Levels of a relaxed, unreconstructed six-plane Ir(100) slab, from Ansatz 0.2.0 with PBE, spin-orbit coupling and PAW (420 eV cutoff, 13×13×1 k mesh, 0.1 eV Gaussian smearing, dipole correction). Levels b lie below and a above the Fermi level, numbered outwards from it. Outer weights are atomic-orbital shares on the two outer planes of both faces together, not renormalised.

```tsv
point label	point a (reciprocal cell vectors)	point b (reciprocal cell vectors)	level b1 from the Fermi level (eV)	outer orbital weight b1	level b2 from the Fermi level (eV)	outer orbital weight b2	level a1 from the Fermi level (eV)	outer orbital weight a1
X	0.5000	0.0000	-0.610	0.460	-0.610	0.460	0.340	0.910
between	0.4167	0.0000	-0.310	0.450	-0.310	0.450	0.110	0.700
between	0.3333	0.0000	-0.390	0.670	-0.390	0.670	0.040	0.770
between	0.2500	0.0000	-0.270	0.680	-0.270	0.680	0.200	0.680
between	0.1667	0.0000	-0.100	0.710	-0.100	0.710	0.400	0.900
between	0.0833	0.0000	-0.090	0.400	-0.090	0.400	0.020	0.560
G	0.0000	0.0000	-0.210	0.480	-0.210	0.480	0.310	0.920
between	0.0833	0.0833	-0.250	0.550	-0.250	0.550	0.280	0.900
between	0.1667	0.1667	-0.280	0.810	-0.280	0.810	0.340	0.780
between	0.2500	0.2500	-0.150	0.710	-0.150	0.710	0.350	0.760
between	0.3333	0.3333	-0.040	0.550	-0.040	0.550	0.410	0.670
between	0.4167	0.4167	-0.060	0.720	-0.060	0.720	0.000	0.770
M	0.5000	0.5000	-0.060	0.940	-0.060	0.940	0.200	0.580
between	0.5000	0.4167	-0.060	0.710	-0.060	0.710	0.020	0.680
between	0.5000	0.3333	-0.170	0.790	-0.170	0.790	0.380	0.780
between	0.5000	0.2500	-0.100	0.790	-0.100	0.790	0.050	0.870
between	0.5000	0.1667	-0.190	0.890	-0.190	0.890	0.460	0.570
between	0.5000	0.0833	-0.340	0.580	-0.340	0.580	0.090	0.550
```

**Ordinary waves can look like surface states**

At the zone centre G, the nearest level above the Fermi level (a1) carries an outer weight of 0.92, while the nearest one below it (b1) carries 0.48. It is tempting to call the first a surface state and the second a bulk state. In a slab of six planes this conclusion does not follow, because an electron that runs freely through the whole slab can give either value.

The outer weight counts two planes at each face, four of the six in total. A state spread evenly over the slab therefore already scores about two thirds. An electron confined between two faces is not spread evenly, however. It forms standing waves, like a string held at both ends.

The simplest wave bulges in the middle of the slab and has little weight near the faces. The next has one bulge in each half and almost avoids the middle. Its bulges lie mainly on the second plane from each face, which is counted as outer. Such a wave scores high although nothing binds it to the surface.

**The estimate for six planes**

Take one orbital per plane, with energy $\varepsilon$ and an equal coupling $t$ between neighbouring planes. The amplitude $c_j$ on plane $j$ of a level with energy $E$ then obeys

$$E c_j=\varepsilon c_j+t(c_{j-1}+c_{j+1}),\qquad c_0=c_7=0.$$

The two end conditions say that there is no plane beyond either face. They are met by $c_j\propto\sin(jn\pi/7)$, where $n$ runs from 1 to 6 and numbers the waves. The energies $\varepsilon$ and $t$ affect where a level lies but drop out of its weights.

The squared sines of the six planes add up to 3.5, and the two faces contribute equally. The outer share is therefore

$$P_n=\frac{2}{3.5}\left[\sin^2\frac{n\pi}{7}+\sin^2\frac{2n\pi}{7}\right].$$

For $n=2$ the bracket is $0.61+0.95$, which gives $P_2=0.89$. For $n=1$ it is $0.19+0.61$, which gives $P_1=0.46$. The third possible share is 0.65; waves 4 to 6 repeat these three values, with different signs from plane to plane.

**G and X: a low weight beside a high one**

The two levels at G lie close to the lowest and highest shares of the estimate. The same holds at X, where b1 has 0.46 and a1 has 0.91. Confined waves could thus account for the contrast at both points. At X such a wave has to alternate between two kinds of orbital from plane to plane, because the coupling between like orbitals cancels there. In the estimate for six planes this leaves the outer shares unchanged. The agreement does not identify the levels, since a true surface state could also score about 0.9.

Over the listed points, $15+14=29$ of the 36 weights of b1 and a1 fall between the lowest and highest shares, as the output below shows. This is a mild test because the interval is wide. The pairing of a low b1 with a high a1 is also no general rule: over the 18 points the two weights are only weakly correlated. Which wave lies next to the Fermi level depends on how the bands run at that point.

The estimate gives typical values, not strict bounds. Iridium has several d orbitals per atom, and their mixing can push weight towards the faces or away from them. The planes need not be equally spaced either: the shortest contact implies a spacing about 5% below the unrelaxed one. An excess of a few hundredths over 0.89 therefore has no clear meaning.

The listed weights have a limit of their own. They count only the part of a level that the atomic orbitals of the projection can describe, and miss what spills into vacuum or into the outer p shell, which the projection lacks. A low value such as 0.48 at G may therefore come partly from missing projection and not from a wave that bulges in the middle. The run also warns of a rough exchange-correlation potential in the thin density outside the slab, whose effect on the levels is not known.

**M: a level that may stay on its plane**

The highest weight of b1 and a1 at the listed points, 0.94, belongs to b1 at M. At the two listed points next to M, b1 has the same energy, but its weight is only about 0.72. Symmetry offers a reason why a state could be held at the face at M.

Each atom sits above the hollow between four atoms of the next plane. At M the electron wave changes sign from one atom to its neighbour within a plane, so those four atoms carry the signs plus, minus, plus, minus around the square. Take the orbitals with their axes along the rows of atoms. The couplings of an s, p or d orbital to the same orbital of the four atoms below then add up to zero.

An electron can then enter the next plane only by changing to another kind of orbital, which is harder when the two differ in energy. Two d orbitals escape this hindrance: those whose lobes point between a row and the surface normal. At M they have equal energies within a plane, and each couples to the other kind in the next plane. The argument therefore needs one of the remaining orbitals. An outermost atom also has fewer neighbours than an inner one, which shifts its level away from those of the inner planes. Together, the weakened coupling and the shift can hold a state at the face. Away from M more orbitals of the next plane become partners. Towards G like orbitals couple again. Towards X their coupling still cancels, but further pairs of unlike orbitals can couple. The state can then leak inwards, which would fit the lower weights beside M if b1 is the same band there.

Which orbitals make up b1 at M has not been tested, so a confined wave is not ruled out. One d orbital, with its four lobes towards its neighbours in the plane, finds no partner in the next plane at all, yet it is an unlikely candidate. The alternating signs make it antibonding towards all four neighbours. This should place it near the top of the d band, which in iridium lies above the Fermi level. Spin-orbit coupling, which is part of the calculation, can still mix some of it into lower levels.

The listed level b1 at M lies only 0.06 eV below the Fermi level, within the smearing width of 0.1 eV, so the calculation fills it only partly. Its position applies to the square, unreconstructed face, whereas clean Ir(100) is known to rearrange its top plane.

**Why the columns jump**

The levels are ranked by their distance from the Fermi level, so a column need not follow one band. The side from M to X shows what can happen. Between the points (0.5000, 0.2500) and (0.5000, 0.1667), a1 jumps from 0.05 to 0.46 eV and its weight falls from 0.87 to 0.57.

At the second point b1 has a weight of 0.89, close to that of a1 at the first. A likely reading, though two points cannot prove it, is that one band has sunk through the Fermi level. It would then move from the a1 column to the b1 column, and a higher band would take its old place. The jump would mark a change of band and not a sudden change in the surface.

The columns b1 and b2 behave differently: they agree in every row. The slab is non-magnetic and has a centre of inversion, so each level must be at least twofold. The two columns thus show the same level, and b2 is no second piece of evidence for a surface state.

**How to tell the two kinds of state apart**

The standing-wave picture also shows how a thicker slab would help. For $N$ planes the factor $2/3.5$ becomes $4/(N+1)$, while the bracket never exceeds $25/16$, or about 1.56. With twelve planes the highest share of an ordinary wave is thus $4\times1.56/13=0.48$. A state bound to the face keeps its weight there as planes are added, whereas a confined wave spreads into the new planes.

Printed output of the fit:

```
outer share of an evenly spread state: 0.6667
outer share of standing waves 1 and 6: 0.4569
outer share of standing waves 2 and 5: 0.8924
outer share of standing waves 3 and 4: 0.6507
mean outer weight of b1 over all points: 0.6606
mean outer weight of a1 over all points: 0.7417
number of b1 weights within the standing-wave range, of 18: 15
number of a1 weights within the standing-wave range, of 18: 14
M b1 weight less the highest standing-wave share: 0.04757
G a1 weight less the highest standing-wave share: 0.02757
X a1 weight less the highest standing-wave share: 0.01757
lowest b1 weight less the lowest standing-wave share: -0.05687
mean b1 weight at the two listed neighbours of M: 0.715
correlation of b1 and a1 weights over all points: -0.1635
spacing from b1 to a1 at X in eV: 0.95
spacing from b1 to a1 at G in eV: 0.52
spacing from b1 to a1 at M in eV: 0.26
smallest spacing from b1 to a1 in eV: 0.06
largest jump of a1 between listed points in eV: 0.41
contraction of the outer plane spacing in percent: 5.334
```
